# Solution key: singlet and triplet blocks of the Bethe–Salpeter equation without spin–orbit coupling

## Premises and conventions

Hartree atomic units are used, with final energies in eV. The label $x=(\mathbf r,\sigma)$ joins position and spin; $i,j$ are occupied and $a,b$ empty spatial orbitals. For a spin-independent, real, symmetric interaction $u(\mathbf r,\mathbf r')$,
$$(pq|u|rs)=\iint \phi_p^*(\mathbf r)\phi_q(\mathbf r)\,u(\mathbf r,\mathbf r')\,\phi_r^*(\mathbf r')\phi_s(\mathbf r')\,d\mathbf r\,d\mathbf r' ,$$
and $(pq|rs)$ means $u=v=1/|\mathbf r-\mathbf r'|$.

- **P1.** The Hamiltonian contains no spin operator (no spin–orbit coupling, no magnetic field).
- **P2.** The ground state is a non-degenerate closed shell. $G$ is built from orthonormal spin orbitals $\psi_{p\sigma}=\phi_p\chi_\sigma$ with unit weight and quasiparticle energies $\varepsilon_p$ common to both spins.
- **P3.** The self-energy is $\Sigma=iGW$. In the kernel $\delta\Sigma/\delta G$ the term $iG\,\delta W/\delta G$ is dropped and $W$ is taken at zero frequency.

## (a) $W$ carries no spin index

The screened interaction solves $W=v+vPW$. Since $v$ couples to the charge density only, $P$ enters summed over spin at both ends, $P(\mathbf r,\mathbf r')=\sum_{\sigma\sigma'}P(x,x')$. Hence $W$ depends on $\mathbf r,\mathbf r'$ alone. At zero frequency and with time-reversal symmetry (P1, P2) it is real and symmetric.

## (b) The eigenvalue problem in spin orbitals

The kernel of the equation is the response of the Hartree potential and of $\Sigma$ to a change of $G$. Under P3 it is instantaneous, so only the equal-time change $\delta\gamma(x,x')=-i\,\delta G(xt,x't^+)$ of the density matrix enters. From $\delta\Sigma=iW\delta G$,
$$\delta h(x,x')=\delta(x-x')\int v(\mathbf r,\mathbf r'')\,\delta\gamma(x'',x'')\,dx''-W(\mathbf r,\mathbf r')\,\delta\gamma(x,x').$$
By P2, $G$ is the propagator of a one-body operator $h_0$ with eigenvalues $\varepsilon_p$. Adding the instantaneous $\delta h$ keeps the evolution one-body, $i\dot\gamma=[h_0+\delta h,\gamma]$, and the poles of the two-particle function are the free modes of the linearised equation
$$i\,\delta\dot\gamma=[h_0,\delta\gamma]+[\delta h,\gamma_0].$$
Let capitals $I,J$ (occupied) and $A,B$ (empty) as indices denote spin orbitals, and take the Fourier component $\delta\gamma=\sum_{JB}\big(X_{JB}|B\rangle\langle J|+Y_{JB}|J\rangle\langle B|\big)e^{-i\Omega t}$. Because $\langle A|[\delta h,\gamma_0]|I\rangle=+\delta h_{AI}$ and $\langle I|[\delta h,\gamma_0]|A\rangle=-\delta h_{IA}$,
$$\Omega X_{IA}=(\varepsilon_a-\varepsilon_i)X_{IA}+\delta h_{AI},\qquad -\Omega Y_{IA}=(\varepsilon_a-\varepsilon_i)Y_{IA}+\delta h_{IA}.$$
The piece $|B\rangle\langle J|$ is the function $\psi_B(x)\psi_J^*(x')$ and contributes $(AI|JB)-(AB|W|JI)$ to $\delta h_{AI}$. The piece $|J\rangle\langle B|$ contributes $(AI|BJ)-(AJ|W|BI)$. The contributions to $\delta h_{IA}$ are the complex conjugates with the roles of $X$ and $Y$ exchanged. Therefore
$$\begin{pmatrix}\mathcal A&\mathcal B\\-\mathcal B^*&-\mathcal A^*\end{pmatrix}\begin{pmatrix}X\\Y\end{pmatrix}=\Omega\begin{pmatrix}X\\Y\end{pmatrix},$$
$$\mathcal A_{IA,JB}=(\varepsilon_a-\varepsilon_i)\delta_{IJ}\delta_{AB}+(AI|JB)-(AB|W|JI),\qquad \mathcal B_{IA,JB}=(AI|BJ)-(AJ|W|BI).$$
The Tamm–Dancoff approximation (TDA) sets $\mathcal B=0$.

In a crystal, the optical spectrum is obtained with $\bar v$, the Coulomb interaction without its long-range $\mathbf G=0$ component, in the terms that come from the Hartree potential; $W$ is still built from the full $v$. For an atom or molecule $\bar v=v$. As $\bar v$ is spin independent, the steps below hold for both cases.

## (c) Spin integration

For $u=\bar v$ or $W$, orthonormality of $\chi_\uparrow,\chi_\downarrow$ at each vertex gives $(PQ|u|RS)=(pq|u|rs)\,\delta_{\sigma_p\sigma_q}\delta_{\sigma_r\sigma_s}$. Define the spatial matrices
$$D_{ia,jb}=(\varepsilon_a-\varepsilon_i)\delta_{ij}\delta_{ab},\quad \bar v_{ia,jb}=(ai|\bar v|jb),\quad W_{ia,jb}=(ab|W|ji),$$
$$\bar v'_{ia,jb}=(ai|\bar v|bj),\quad W'_{ia,jb}=(aj|W|bi).$$
Order the four spin labels $(\sigma_i\sigma_a)$ as $\uparrow\uparrow,\ \downarrow\downarrow,\ \uparrow\downarrow,\ \downarrow\uparrow$. The spin factors are then:

- $D$ and $W$: $\delta_{\sigma_a\sigma_b}\delta_{\sigma_i\sigma_j}$, the unit matrix $\mathbb 1$.
- $\bar v$ and $\bar v'$: $\delta_{\sigma_a\sigma_i}\delta_{\sigma_j\sigma_b}$, the matrix $M$.
- $W'$: $\delta_{\sigma_a\sigma_j}\delta_{\sigma_b\sigma_i}$, the matrix $\Pi$.

$$M=\begin{pmatrix}1&1&0&0\\1&1&0&0\\0&0&0&0\\0&0&0&0\end{pmatrix},\qquad \Pi=\begin{pmatrix}1&0&0&0\\0&1&0&0\\0&0&0&1\\0&0&1&0\end{pmatrix},$$
$$\mathcal A=(D-W)\otimes\mathbb 1+\bar v\otimes M,\qquad \mathcal B=\bar v'\otimes M-W'\otimes\Pi .$$
The exchange term $\bar v$ annihilates one pair and creates another, so each pair must conserve spin by itself. The direct term $W$ scatters the electron and the hole separately, so each keeps its spin.

## (d) Block diagonalisation

With $s=(1,1,0,0)^T/\sqrt2$ one has $M=2ss^T$. Thus $M$ has eigenvalue 2 on $s$ and 0 on the three orthogonal vectors $t_0=(1,-1,0,0)^T/\sqrt2$, $e_{\uparrow\downarrow}=(0,0,1,0)^T$, $e_{\downarrow\uparrow}=(0,0,0,1)^T$. In this orthonormal basis
$$\boxed{H^{S}=D+2\bar v-W\ \text{(once)},\qquad H^{T}=D-W\ \text{(three times)}}$$
which is the complete TDA result, each block acting on the spatial pairs $ia$ only.

For the coupling block, $\Pi s=s$, $\Pi t_0=t_0$, and $\Pi$ exchanges $e_{\uparrow\downarrow}$ with $e_{\downarrow\uparrow}$. The full problem therefore closes on four sets of amplitudes: $(X_s,Y_s)$, $(X_{t_0},Y_{t_0})$, $(X_{\uparrow\downarrow},Y_{\downarrow\uparrow})$ and $(X_{\downarrow\uparrow},Y_{\uparrow\downarrow})$. The crossed pairing conserves $M_S$: both $|a\!\downarrow\rangle\langle i\!\uparrow|$ and $|j\!\downarrow\rangle\langle b\!\uparrow|$ lower it by one. The coupling matrices are
$$B^{S}=2\bar v'-W'\ \text{(once)},\qquad B^{T}=-W'\ \text{(three times)} .$$

## (e) Spin quantum numbers

Let $E_{PQ}=c_P^\dagger c_Q$, with $[E_{PQ},E_{RS}]=\delta_{QR}E_{PS}-\delta_{PS}E_{RQ}$, and $S_+=\sum_pE_{p\uparrow,p\downarrow}$. Then
$$[S_+,E_{a\uparrow,i\uparrow}]=-E_{a\uparrow,i\downarrow},\quad [S_+,E_{a\downarrow,i\downarrow}]=+E_{a\uparrow,i\downarrow},\quad [S_+,E_{a\downarrow,i\uparrow}]=E_{a\uparrow,i\uparrow}-E_{a\downarrow,i\downarrow}.$$
The operator of $s$, $(E_{a\uparrow,i\uparrow}+E_{a\downarrow,i\downarrow})/\sqrt2$, commutes with $S_+$ and with $S_z$. Acting on the closed shell, which $S_+$ and $S_z$ annihilate, it gives a state with $M_S=0$ that $S_+$ annihilates, so $S=0$. The operators $T_{-1}=E_{a\downarrow,i\uparrow}$, $T_0=(E_{a\uparrow,i\uparrow}-E_{a\downarrow,i\downarrow})/\sqrt2$, $T_{+1}=-E_{a\uparrow,i\downarrow}$ obey $[S_+,T_{-1}]=\sqrt2T_0$, $[S_+,T_0]=\sqrt2T_{+1}$, $[S_+,T_{+1}]=0$, the ladder of $S=1$. The singlet has the plus sign because the labels refer to the spin of the removed electron; the hole carries the opposite projection.

The dipole operator has the spin factor $\delta_{\sigma_a\sigma_i}$, the vector $\sqrt2\,s$. The singlet pair has the transition moment $\sqrt2\langle a|\mathbf r|i\rangle$ and the triplets have none.

## (f) The singlet–triplet gap

For one spatial transition $i\to a$ all blocks are numbers. With $K=(ai|ia)$, $J^W=(aa|W|ii)$ and $\bar v=v$,
$$\Omega^{T}_{\rm TDA}=D-J^W,\qquad \Omega^{S}_{\rm TDA}=D-J^W+2K,\qquad \boxed{\Omega^S_{\rm TDA}-\Omega^T_{\rm TDA}=2(ai|ia)}$$
For real orbitals this is $2(ia|ia)$. It is positive, being twice the Coulomb integral of the transition density $\phi_i^*\phi_a$ with itself, and it contains the unscreened interaction: $D$ and $W$ cancel.

Two extensions mark the limits of this formula.

*Several transitions, TDA.* $H^S-H^T=2\bar v$ is positive semidefinite. Let $X_S,X_T$ be the normalised lowest eigenvectors within one spatial symmetry. Using $X_T$ as trial vector for $H^S$ gives $\Omega^S\le\Omega^T+2X_T^\dagger\bar vX_T$. Using $X_S$ for $H^T$ gives $\Omega^T\le\Omega^S-2X_S^\dagger\bar vX_S$. Hence
$$2X_S^\dagger\bar vX_S\le\Omega^S-\Omega^T\le2X_T^\dagger\bar vX_T .$$

*One transition with coupling, real orbitals.* The matrix $\begin{pmatrix}A&B\\-B&-A\end{pmatrix}$ has $\Omega^2=A^2-B^2$. With $K^W=(ia|W|ia)$,
$$\Omega^S=\sqrt{(D-J^W+2K)^2-(2K-K^W)^2},\qquad \Omega^T=\sqrt{(D-J^W)^2-(K^W)^2},$$
and the gap now depends on $D$ and $W$.

## (g) Range of validity

1. The decoupling and the threefold degeneracy follow from spin-rotation invariance of the Hamiltonian and of the singlet ground state, not from P3. A frequency-dependent $W$ is spin independent by (a). The dropped term involves $\delta P$, a spin trace of $G\,\delta G$, which vanishes for $t_0$ (the two spins cancel) and for spin flips; it has the structure $M$ and alters the singlet block only.
2. The forms $D+2\bar v-W$ and $D-W$ need P3. The gap $2(ia|ia)$ needs in addition the TDA and one transition per symmetry block.
3. With spin–orbit coupling the orbitals are spinors, the spin deltas of (c) fail, and all four combinations mix. The result is a good starting point when the spin–orbit parameter is small against the gap.
4. For a collinear spin-polarised reference, $D$ and the orbitals depend on spin. $M_S$ still separates blocks, but $s$ and $t_0$ are coupled.
5. Beyond the TDA, a real triplet energy for one transition needs $D-J^W>|K^W|$.

## (h) Numerical illustration: Be $2s\to2p$

**Model.** The $1s$ core is frozen. The $2s$ and $2p$ orbitals share the Slater radial function $R(r)=Nre^{-\zeta r}$, $N^2=(2\zeta)^5/24$, and Slater's rules supply the approximate exponent $\zeta=(Z-2\times0.85-0.35)/2=0.975\ a_0^{-1}$ for $Z=4$.

**Angular part.** There are three spatial transitions $2s\to2p_m$ ($m=x,y,z$, real harmonics $Y_m$). Use
$$\frac1{r_{12}}=\sum_{k}\frac{4\pi}{2k+1}\frac{r_<^k}{r_>^{k+1}}\sum_qY_{kq}^*(\hat{\mathbf r}_1)Y_{kq}(\hat{\mathbf r}_2),\qquad R^k=\iint R^2(r_1)R^2(r_2)\frac{r_<^k}{r_>^{k+1}}r_1^2r_2^2\,dr_1dr_2 .$$
The transition density is $R^2Y_m/\sqrt{4\pi}$, pure $k=1$, so $(sp_m|sp_{m'})=\delta_{mm'}\frac{4\pi}{3}\frac{1}{4\pi}R^1=\delta_{mm'}G^1/3$ with $G^1=R^1$. The $2s$ density is spherical, so $(ss|p_mp_{m'})=\delta_{mm'}F^0$ with $F^0=R^0$. A rotationally invariant $W$ obeys the same selection rules. The three transitions are uncoupled and degenerate, (f) applies to each, and the twelve states form ${}^1P$ (3) and ${}^3P$ (9).

**Radial part.** With $y=2\zeta r$ the radial density is $y^4e^{-y}/24$. The regions $r_1<r_2$ and $r_1>r_2$ contribute equally, so
$$R^k=2\zeta\,\frac{2}{24^2}\int_0^\infty y^{4+k}e^{-y}\int_y^\infty t^{3-k}e^{-t}\,dt\,dy .$$
For $k=1$ the inner integral is $e^{-y}(y^2+2y+2)$, and $\int_0^\infty y^ne^{-2y}dy=n!/2^{n+1}$ gives $\frac{7!}{2^8}+2\frac{6!}{2^7}+2\frac{5!}{2^6}=\frac{555}{16}$. For $k=0$ it is $e^{-y}(y^3+3y^2+6y+6)$, giving $\frac{7!}{2^8}+3\frac{6!}{2^7}+6\frac{5!}{2^6}+6\frac{4!}{2^5}=\frac{837}{16}$. Therefore
$$G^1=\tfrac{185}{768}\zeta,\qquad F^0=\tfrac{93}{256}\zeta,\qquad 2K=\tfrac23G^1=\tfrac{185}{1152}\zeta .$$

**TDA gap.** For Be, $G^1=0.2349$ Ha and $K=0.07829$ Ha $=2.13$ eV, so
$$\Omega^S_{\rm TDA}-\Omega^T_{\rm TDA}=2K=0.1566\ \text{Ha}=4.26\ \text{eV}.$$
The isoelectronic ion B$^+$, a species used for ion implantation in silicon, has $\zeta=1.475\ a_0^{-1}$ by the same rule and a model gap of $0.2369$ Ha $=6.45$ eV.

**Size of the neglected terms (Be).**

*Core orthogonality.* The nodeless $2s$ overlaps a $1s$ Slater function of approximate exponent $3.7\ a_0^{-1}$ by 0.194. Schmidt orthogonalisation of $2s$ to it and numerical evaluation of $G^1$ lower the gap to 4.15 eV.

*Spin–orbit coupling.* The one-electron parameter with the bare nuclear charge is $\xi=\tfrac12\alpha^2Z\langle r^{-3}\rangle$, with $\langle r^{-3}\rangle=N^2\int_0^\infty re^{-2\zeta r}dr=\zeta^3/3=0.309\ a_0^{-3}$. This gives $\xi=0.9$ meV and a singlet–triplet admixture of order $(\xi/2K)^2=4\times10^{-8}$, so P1 is safe.

*Coupling block.* Screening by the same three transitions has the static polarisability $P=-(4/D)\sum_m\rho_m(\mathbf r)\rho_m(\mathbf r')$, $\rho_m=\phi_s\phi_{p_m}$, where 4 counts two spins times the resonant and antiresonant terms. Taking $W=v+vPW$ between $\rho_m$ and $\rho_m$ gives $K^W=K-(4K/D)K^W$, so $K^W=KD/(D+4K)$. By parity $(ss|\rho_m)=0$, so $J^W=F^0=0.3542$ Ha $=9.64$ eV is unscreened in this basis. The illustrative input $D=12.4$ eV was chosen to place the TDA triplet near the typical ${}^3P$ position of about 2.7 eV, so that energy is no prediction. Then $K^W=1.26$ eV.

| energies in eV | $A$ (TDA energy) | $B$ | $\Omega=\sqrt{A^2-B^2}$ |
|---|---|---|---|
| singlet | 7.02 | 3.00 | 6.35 |
| triplet | 2.76 | −1.26 | 2.46 |
| gap | 4.26 | | 3.89 |

The coupling elements are of the size of $K$, yet they act in second order and in the same direction on both blocks. They lower the model's gap by 0.37 eV, or 9 per cent.

**Standing of the numbers.** They belong to the single-transition model. The typical ${}^1P$–${}^3P$ separations are approximately 2.55 eV in Be and 4.5 eV in B$^+$, so the model lies high, by a factor of about 1.7 (TDA) or 1.5 (with coupling) for Be and 1.4 (TDA) for B$^+$. One fixed $2p$ function serves both multiplicities here. With further $p$ functions the singlet can move to a combination of smaller exchange, which puts the gap below the upper bound $2X_T^\dagger\bar vX_T$ of (f), and a static kernel omits the mixing with double excitations.